**Question: Linear Coulomb gap in a thin Be film: what moves the zero-bias tunnelling conductance?**

Take a tunnel junction between a normal metal and an insulating, ultrathin Be film with a linear Coulomb gap, run between 50 and 700 mK. Suppose the zero-bias conductance grows in proportion to $T$. Is that Fermi smearing in the electrode, or does the gap itself fill? What should happen, in sign and size, if I change one thing at a time: the temperature, the temperature of one side only, the permittivity, the dimension (bulk Si:B instead of the film), or the distance to the metal?

---

**Answer**

Smearing and filling give the same power of $T$, so a temperature sweep at zero bias cannot separate them. The shape in bias and one-sided heating can.

### The result

Measure $E$ from the Fermi level of the film, and let the bias put the chemical potential of the metal at $eV$. With a flat density of states in the metal and a constant tunnelling matrix element,

$$I\propto\int g(E,T_F)\,[f_M(E-eV)-f_F(E)]\,dE .$$

If the bias disturbs neither $g$ nor $f_F$, then

$$\frac{G(V)}{G_N}=\int \frac{g(E,T_F)}{g_0}\left(-\frac{\partial f_M}{\partial E}\right)(E-eV)\,dE ,$$

where $g_0$ and $G_N$ are the values outside the gap. The kernel carries the metal temperature $T_M$; the film temperature $T_F$ enters through $g$ alone.

Write $\kappa=4\pi\varepsilon_0\varepsilon_r$, taken as uniform. The Efros–Shklovskii gap in two dimensions is $g=(2/\pi)(\kappa/e^2)^2|E|\equiv g_0|E|/\Delta$, where $2/\pi$ is the approximate prefactor of the self-consistent treatment and $\Delta$ is the half-width.

*Rigid gap.* Integration by parts gives $\int_0^\infty E\,(-f')(E-u)\,dE=\int_0^\infty f(E-u)\,dE=kT\ln(1+e^{u/kT})$. The negative half is the same with $u\to-u$, so $\int|E|(-f')(E-u)\,dE=2kT\ln[2\cosh(u/2kT)]$. At $u=0$ this is $2kT\ln2$.

*Filling.* Thermal excitations screen the interaction beyond $r_T\sim e^2/\kappa kT_F$. About one state within $kT_F$ of the Fermi level fits in $r_T^{\,D}$ in $D$ dimensions, so $g(0,T)\sim(\kappa/e^2)^D(kT_F)^{D-1}$. For $D=2$ write $g(0,T)=\beta(\kappa/e^2)^2kT_F$. This equals the rigid $g$ at $E_0=\gamma kT_F$ with $\gamma=\pi\beta/2$. A typical simulation value $\beta\approx1.3$ gives $\gamma=2.04$; I use $\gamma=2$.

The argument fixes the floor but not the shape. I take $g=g_0\max(|E|,E_0)/\Delta$. Since $\max(|E|,E_0)=\tfrac12(|E-E_0|+|E+E_0|)$, the rigid result applies twice, and the two cosh factors multiply out to

$$\boxed{\frac{G(V)}{G_N}=\frac{kT_M}{\Delta}\ln\left[2\cosh\frac{eV}{kT_M}+2\cosh\frac{E_0}{kT_M}\right]}$$

for $|eV|,E_0,kT\ll\Delta$. The rigid gap is $E_0=0$.

The illustrative inputs are $\Delta=1$ meV and an effective $\varepsilon_r=300$, large because the film is near the metallic side. They imply $e^2/\kappa=4.80$ meV nm and $g_0=1.7\times10^{38}\ \mathrm{J^{-1}m^{-2}}$. All absolute numbers below are the model's, not those of Be. The thermal energy $kT$ is 4.31 µeV at 50 mK and 60.3 µeV at 700 mK.

### 1. Warm everything from 50 to 700 mK

*Reasoning.* At $V=0$ the only energy inside the gap is $kT$, so $G(0)\propto T$ with or without filling: up by a factor 14. At $|eV|\gg kT$ the symmetric kernel averages a straight line to its central value, so the wings barely move.

*Calculation.* $G(0)/G_N=(kT/\Delta)\,2\ln[2\cosh(\gamma/2)]$. The coefficient is 1.39 (rigid) or 2.25 (filled), a ratio of 1.63.

| $G/G_N$ | rigid | filled |
|---|---|---|
| $V=0$, 50 mK | 0.0060 | 0.0097 |
| $V=0$, 700 mK | 0.084 | 0.136 |
| $V=0.2$ mV, 50 mK | 0.200 | 0.200 |
| $V=0.2$ mV, 700 mK | 0.204 | 0.215 |

At 0.2 mV the rise is only 2 % or 7 %.

The coefficient is accessible without knowing $\Delta$ or $G_N$: divide $G(0)$ by $kT$ times the wing slope $dG/d|eV|$. A value of 1.39 means pure smearing, and more means filling. The bias $V_2$ at which $G$ doubles does the same job. With $v=eV_2/kT$ the condition is $2\cosh v+2\cosh\gamma=(2+2\cosh\gamma)^2$, so $v=2.63$ (rigid) or 4.42 (filled), which is 159 µV or 267 µV at 700 mK. The filled values depend on the assumed shape. Shapes between the flat floor and the additive $|E|+E_0$ give coefficients between 2.25 and $2\ln2+2=3.39$, so $\gamma$ cannot be read off precisely.

### 2. Warm one side only

*Reasoning.* A rigid gap responds to $T_M$ alone. With filling, $G(0)$ is homogeneous of degree one in $(T_M,T_F)$, so the two logarithmic sensitivities are positive and add to one. The film should take the larger share, because at $\gamma=2$ most of the kernel lies on the flat floor, where its width is irrelevant.

*Calculation.* At $T_M=T_F$,

$$\frac{\partial\ln G(0)}{\partial\ln T_F}=\frac{\gamma\tanh(\gamma/2)}{2\ln[2\cosh(\gamma/2)]}=0.68,$$

which leaves 0.32 for $T_M$. Doubling $T_M$ alone (metal electrons at 100 mK, film at 50 mK) doubles $G(0)$ of the rigid gap but multiplies that of the filled one by $2\ln[2\cosh\tfrac12]/\ln[2\cosh1]=1.44$. Doubling $T_F$ alone leaves the rigid gap unchanged and multiplies the filled one by $\ln[2\cosh2]/\ln[2\cosh1]=1.79$.

### 3. Raise $\varepsilon_r$ by 10 % at fixed $g_0$

*Reasoning.* Weaker repulsion admits more states near the Fermi level, so the gap narrows and $G$ rises everywhere inside it. The slope and the thermal floor both scale as $\kappa^2$, so $E_0$ stays put.

*Calculation.* $\Delta=(\pi/2)g_0(e^2/\kappa)^2$ falls to 0.83 meV, and $G/G_N$ rises by 1.21 at every $V$ and $T$ in the gap. $V_2$ does not move, so this change says nothing about filling.

### 4. Replace the film by bulk insulating Si:B

*Reasoning.* For $D=3$ the gap is parabolic, $g\propto(\kappa/e^2)^3E^2\equiv g_0E^2/\Delta^2$. It is emptier at the centre, so the relative response to $T$ is stronger and the rounded region is narrower in units of $kT$. Filling goes as $T^2$, again the same power as smearing.

*Calculation.* The kernel has mean $eV$ and variance $(\pi kT)^2/3$, so the rigid gap gives

$$\frac{G}{G_N}=\frac{(eV)^2+(\pi kT)^2/3}{\Delta^2}.$$

The sweep from 50 to 700 mK multiplies $G(0)$ by 196, and 10 % more $\varepsilon_r$ by 1.33. The doubling bias is $v=\pi/\sqrt3=1.81$. A filled form $E^2+(\gamma_3kT)^2$ turns $\pi^2/3$ into $\pi^2/3+\gamma_3^2$, and an illustrative $\gamma_3=2$ gives $v=2.70$. With $\Delta=0.5$ meV, chosen to be of the size typical of Si:B somewhat below the metal–insulator transition, the rigid model has $G(0)/G_N=2.4\times10^{-4}$ at 50 mK and 0.048 at 700 mK.

### 5. Bring the metal close

Everything above neglected screening by the electrode itself, which needs the metal far away on the scale of $r_T$: 1114 nm at 50 mK and 80 nm at 700 mK for the film inputs.

*Reasoning.* A metal plane at distance $s$ adds an image charge:

$$U(r)=\frac{e^2}{\kappa}\left[\frac1r-\frac1{\sqrt{r^2+4s^2}}\right]\to\frac{2s^2e^2}{\kappa r^3}\quad(r\gg s).$$

A pair of states with energy difference $\epsilon$ is forbidden within the area where $U>\epsilon$, which now grows only as $\epsilon^{-2/3}$. That is integrable against a constant $g$, so the gap stops deepening at a $T$-independent floor. $G(0)$ goes up, most at low $T$, and saturates.

*Calculation.* Dimensionally $g(0)=\eta\kappa/(e^2s)$, with $\eta\approx0.1$ as a typical approximate value. The floor energy is $E_s=(\pi/2)\eta e^2/(\kappa s)$, and roughly $E_0=\max(\gamma kT,E_s)$. Screening wins for $s$ below 87 nm at 50 mK and below 6.2 nm at 700 mK.

- At $s=20$ nm, $E_s=38$ µeV. At 50 mK $G(0)/G_N=0.038$, which is 3.9 times the unscreened filled value, while 700 mK is unaffected. The sweep gives a factor 3.6 instead of 14.
- At $s=2$ nm, a typical oxide barrier, $E_s=0.38$ meV. Then $G(0)/G_N=0.38$ at both temperatures, and the linear law in $T$ is gone.

With these inputs electrode screening therefore outweighs thermal filling in an ordinary junction. As typical knowledge, not as a measurement, strongly insulating Be films show a V-shaped dip that reaches close to zero at low temperature, so the model's 0.38 is too high, by several times at least. The uniform $\kappa$ is one weak point, since film, barrier and substrate differ greatly in permittivity, and $E_s/\Delta$ depends on the illustrative inputs. The signs and the $1/s$ scaling are firmer than the size. A plateau of $G(0)$ whose height falls with barrier thickness points to the electrode. A coefficient of 1.39 that persists to 50 mK means that neither floor is visible, and a larger $T$-independent coefficient points to thermal filling.